**Q:** I work with magnesium hydride as a hydrogen store, and I asked for its band gap. I got ten answers for one and the same crystal. How can they differ so much?

MgH₂ (P4_2/mnm), with gaps and times from single points on the cell relaxed with r2SCAN, without spin polarization or spin–orbit coupling. Volumes come from each method's own relaxation or energy curve, and bulk moduli hold at fixed cell shape. The plane-wave PBE runs use a 420 eV cutoff and a 6×6×8 k mesh, or 260 eV and 2×2×4 for the coarse settings.

```csv
name,kind,band gap (eV),volume per atom (Å³),bulk modulus (GPa),atoms computed,"rough processor time, order of size (s)"
PBE coarse-settings,low cutoff and mesh,3.719,n/a,n/a,6,0.6
PM7,semi-empirical,8.957,n/a,n/a,72,1
PM6,semi-empirical,8.600,n/a,n/a,72,1
GFN1-xTB tblite,tight binding,1.469,n/a,n/a,72,2
PBE,semilocal,3.751,10.241,51.20,6,3
GFN2-xTB tblite,tight binding,3.652,n/a,n/a,72,6
r2SCAN,semilocal,4.382,10.045,54.20,6,7
PBE SZV,small basis,2.132,n/a,n/a,6,8
GLLB-SC,model potential,7.239,n/a,n/a,6,10
PBE DZVP,small basis,3.115,n/a,n/a,6,10
```

**A:** The gaps differ by a factor of six, from about 1.5 to 9 eV, although every method was given the same atomic positions. The volume is less sensitive: between the two density functionals PBE and r2SCAN it differs by only 2%, while their gaps differ by 17%. A volume follows from the total energy of the electrons that are in the crystal. A gap also asks for the level of an electron that isn't there yet, and the methods treat that extra electron very differently. To understand a row, ask how its method sets the distance between two levels, the highest filled and the lowest empty, and whether it adds a correction to that distance.

**Q:** The rows are ordered by cost. Shouldn't the gap at least improve as I go down?

**A:** It doesn't. The measured gap is roughly 5.6 eV, a recalled value, and no row comes within 1 eV of it. Seven rows lie below and three above, and the two kinds are mixed along the list. More computing time here mostly buys a different approximation. Only the coarse and full PBE runs, and the two small basis sets, are steps of one series. The times are only rough sizes in any case, and some belong to 6 atoms, others to 72.

**Q:** Then start with PBE. Why is it too low?

**A:** PBE gives 3.75 eV, about a third below the measured gap. In PBE the filled and the empty levels are computed in one common potential. One part of it, called exchange and correlation, describes how electrons avoid one another, and PBE derives it from an energy that depends only on the local density and its slope. In exact theory this part jumps by a constant when an electron is added to an insulator, and the jump belongs to the true gap. PBE has no such jump, so its gap comes out too small. The measured value also contains thermal and zero-point motion, but these usually narrow a gap, so they don't excuse PBE.

**Q:** And r2SCAN does better?

**A:** Somewhat: its gap is 0.63 eV, or 17%, wider. Its energy also depends on the kinetic energy density, which is built from the orbitals themselves. Levels of different shape can then feel different potentials, and part of the jump is recovered. This explanation comes from theory; the table shows the widening, not its cause. About two thirds of PBE's shortfall remains.

**Q:** PM6 and PM7 give almost 9 eV. What goes wrong there?

**A:** They err the opposite way, as methods of Hartree-Fock type usually do. When an electron is really added to a crystal, the other electrons shift to make room for it, which lowers the cost. When one is removed, they close in around the hole, which helps as well. A Hartree-Fock orbital energy keeps all other electrons frozen and leaves out both kinds of relief. The empty level is therefore expected to lie too high and the filled one too deep, which fits gaps that are 3 eV or more too wide. PM6 and PM7 replace much of the theory by fitted parameters and use a minimal set of orbitals, which can itself misplace the empty level. Their exact values therefore shouldn't be read as true Hartree-Fock results. They also see only a few of the crystal's electron waves and may miss the true band edges, which would widen the gap further.

**Q:** They agree within 0.4 eV. Doesn't that make them trustworthy for something?

**A:** Not for your hydrogen store. Their heats of formation differ by nearly 7 eV per cell, and a cell holds only two units of MgH₂. Both are positive, which would mean that the hydride takes up heat as it forms from magnesium and hydrogen gas, while the real one gives off heat. A shared error in the gap can look like agreement, and it is no test of the energy.

**Q:** GLLB-SC also overshoots. Is it the same fault?

**A:** Not necessarily. GLLB-SC is a different construction: a model potential designed to let one estimate the jump that PBE lacks. It lands at 7.2 eV, about 1.6 eV above the measured gap. That value already includes the estimated jump, added to the distance between the model's own filled and empty levels. The sum is too large, but the measured gap alone can't tell which of the two parts is at fault. Putting in an estimate of the missing jump is thus no guarantee of a good gap: here the error is nearly as large as PBE's, with the opposite sign.

**Q:** Two more rows are also called PBE, yet they give 2.1 and 3.1 eV. How can one functional have several gaps?

**A:** Those two describe the orbitals with a small set of functions centred on the atoms: SZV has one function for each valence orbital, and DZVP has two plus some of higher angular momentum. The smaller set loses 1.6 eV against plane waves, and the larger one recovers about 60% of that loss. The DZVP error is as large as the whole gain from PBE to r2SCAN. A poor basis can thus hide the benefit of a better functional.

**Q:** I'd have guessed that a poor basis makes the gap too wide, since the empty levels suffer most.

**A:** It's a natural guess, but it needn't hold. In a fixed potential, restricting the basis can only raise a level, never lower it. If the gap shrinks, the filled edge must have risen more than the empty one. In this crystal the top filled levels belong mainly to hydride ions, which are swollen by their extra electron, and a few atom-like functions may describe them badly. That last step is a plausible guess: the atomic-basis runs also differ from the plane-wave run in other technical details, and their potentials adjust to the new density.

**Q:** Is there any sign of this elsewhere in the results?

**A:** A faint one, in the PBE run with coarse settings. Its low cutoff is also a smaller basis, made of fewer plane waves. The filled edge rises by about 0.05 eV and the empty edge by about 0.01 eV, so the gap again narrows, though by very little. It shows that a filled edge can shift more than an empty one, but the sampling of electron waves was coarser too, so the basis isn't isolated as the cause. Nor does it test the guess about swollen ions, since a low cutoff blurs sharp features and not wide ones.

**Q:** If the coarse run gets PBE's gap to 0.03 eV, why pay for the better one?

**A:** Because the gap needs only two levels, and both happen to move little here. It also helps that the band edges were searched for between the mesh points: on its own mesh alone, the coarse run would show a gap 0.26 eV wider. The total energy takes in all the computed electrons, tightly bound inner ones of magnesium included, and is off by 0.5 eV per cell. The pressure on the cell changes by 0.7 GPa, about two thirds of the whole PBE value. Coarse settings can do for a first look at this gap, but not for the lattice.

**Q:** That leaves the two tight-binding rows, GFN1 and GFN2. One is the lowest of all and the other sits right beside PBE.

**A:** Both were fitted to molecules, so the band edges of an ionic crystal lie outside their training. Both also see only a few electron waves, but a missed band edge makes a gap look too wide, not too narrow, so it doesn't explain GFN1's low value. GFN1 also gives ten times PBE's pressure on the same cell, a second sign that it is out of its depth here. GFN2 comes within 0.1 eV of PBE, but PBE is itself almost 2 eV too low. I'd take that closeness as a coincidence until other crystals show it too.

**Q:** Let's turn to the lattice. PBE gives a larger and softer crystal than r2SCAN. Are those two separate differences?

**A:** Mostly one. A solid stiffens when squeezed, so a functional that gives slightly longer bonds also makes the crystal look softer. The table doesn't tell which of the two volumes is nearer the measured one. The bulk modulus B measures the resistance to compression: B = −V dP/dV, with V the volume and P the pressure. Suppose it grows as B = B₀(V₀/V)ⁿ, where V₀ and B₀ belong to the relaxed crystal and n is about 4 for many solids. Integrating from V₀ to V gives

P = (B₀/n) [(V₀/V)ⁿ − 1].

**Q:** Can you check that with numbers?

**A:** Yes, because PBE was also run on the smaller r2SCAN cell, where it must report a pressure. The volume ratio is 10.241/10.045 = 1.0195, and its fourth power is 1.080. With B₀ = 51.2 GPa this gives P = (51.2/4) × 0.080 ≈ 1.0 GPa, and the calculation itself reports 1.03 GPa. The exponent wasn't adjusted to that pressure. The computed pressure carries some numerical noise, so the last few per cent of the agreement mean little. The check shows that PBE's volume, stiffness and pressure fit together, not that they are right; the output below has the details.

**Q:** And the softness?

**A:** PBE's modulus is 5.5% below that of r2SCAN when each is taken at its own volume. Carried to the r2SCAN volume by the same law, it becomes about 55 GPa, against 54 GPa for r2SCAN. The order has even turned round slightly, so the larger volume is enough to account for the softness. The small remainder depends on the chosen n and has no meaning of its own. Both moduli hold for a cell of fixed shape, so a real crystal that can change its proportions may yield a little more.

**Q:** What does a volume difference of 2% mean in practice?

**A:** It corresponds to about 1 GPa, or ten thousand bar, far more than the pressure in any hydrogen tank. Such a pressure sounds alarming, but it is only the stiffness of a solid acting on a small misfit in volume. The gap is a different matter: the methods miss it by an electronvolt or more, with a sign set by the method. In other ionic insulators, theory leads one to expect the same pattern, with semilocal gaps too small and Hartree-Fock orbital gaps too wide. A small basis needs its own test, since its effect depends on which edge it describes worse.

Numerical output:

```
Gaps compared:
                  row  gap less plane-wave PBE (eV)  gap less rough measured 5.6 (eV)
  PBE coarse-settings                        -0.032                            -1.881
                  PM7                         5.206                             3.357
                  PM6                         4.849                                 3
      GFN1-xTB tblite                        -2.282                            -4.131
                  PBE                             0                            -1.849
      GFN2-xTB tblite                        -0.099                            -1.948
               r2SCAN                         0.631                            -1.218
              PBE SZV                        -1.619                            -3.468
              GLLB-SC                         3.488                             1.639
             PBE DZVP                        -0.636                            -2.485
Largest gap over smallest gap: 6.097
r2SCAN gap above PBE gap (%): 16.82
PBE volume above r2SCAN volume (%): 1.951
PBE modulus below r2SCAN modulus (%): 5.535
PBE pressure on r2SCAN cell, linear law (GPa): 0.999
PBE pressure on r2SCAN cell, stiffening law with derivative 4 (GPa): 1.029
PBE pressure on r2SCAN cell, computed (GPa): 1.034
PBE modulus carried to the r2SCAN volume with derivative 4 (GPa): 55.31
Derivative that would put both moduli on one curve: 2.947
Part of the SZV gap shortfall recovered by DZVP (%): 60.72
Coarse run, rise of filled edge (eV): 0.04745
Coarse run, rise of empty edge (eV): 0.01473
Coarse run, rise of total energy (eV per cell): 0.5316
Coarse run, change of pressure (GPa): 0.6908
PBE gap excess from seeing mesh points only, 6x6x8 (eV): 0.09379
PBE gap excess from seeing mesh points only, 2x2x4 coarse run (eV): 0.2599
GFN1 pressure over PBE pressure on the same cell: 9.906
PM7 gap less PM6 gap (eV): 0.357
PM6 heat of formation less that of PM7 (eV per cell): 6.848
```
